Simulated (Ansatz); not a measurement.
**A ladder of methods for CH6GeSi (SMILES [CH2]1[SiH2][GeH2]1)**

CH6GeSi has 9 atoms, charge 0, and is taken as a singlet. SMILES: `[CH2]1[SiH2][GeH2]1`. The coordinates come from a PBE0-D4/def2-TZVP relaxation.

Quantity: the electronic atomisation energy, in eV. The values are calculated. Electronic energies at fixed atoms, without zero-point motion or spin-orbit coupling.

```csv
level,kind,program,value (eV)
HF/cc-pVDZ,Hartree–Fock,Ansatz,20.32
BLYP/cc-pVDZ,GGA,Ansatz,26.96
revPBE/cc-pVDZ,GGA,Ansatz,26.94
B3LYP/cc-pVDZ,global hybrid,Ansatz,27.38
PBE0/cc-pVDZ,global hybrid,Ansatz,27.65
r2SCAN0/cc-pVDZ,hybrid meta-GGA,Ansatz,27.71
RPA@PBE0/cc-pVDZ,RPA,Ansatz,25.61
MP2/cc-pVDZ,perturbation theory,Ansatz,26.02
```

All-electron rows without a relativistic Hamiltonian named are non-relativistic. Correlated wave functions underbind in double-zeta sets. The values span 20.32 to 27.71 eV. In the correlated wave-function rows the outer d shell of Ge is correlated, in sets not made for it.

Electron correlation supplies a substantial part of the binding in this three-membered ring. Hartree–Fock gives only 20.32 eV, while every level that includes correlation lies well above it. Atomisation replaces the electron pairs of the ring and X–H bonds with open-shell atoms whose valence electrons are largely spin-parallel. Opposite-spin correlation is therefore much larger in the molecule than in the fragments, and a mean-field treatment misses this difference.

The density functionals form a comparatively narrow group, with the hybrids above the two GGAs. This order is not evidence that exact exchange itself strengthens the bonds, since the functionals also differ in their semilocal exchange and correlation. RPA falls below MP2 and all the density functionals, in line with its familiar tendency to underbind molecules, probably because its short-range correlation errors do not cancel between molecule and atoms. The total atomisation energy combines skeletal bonds, X–H bonds and ring strain, so it does not establish which ring bond is weakest or how strained the ring is.
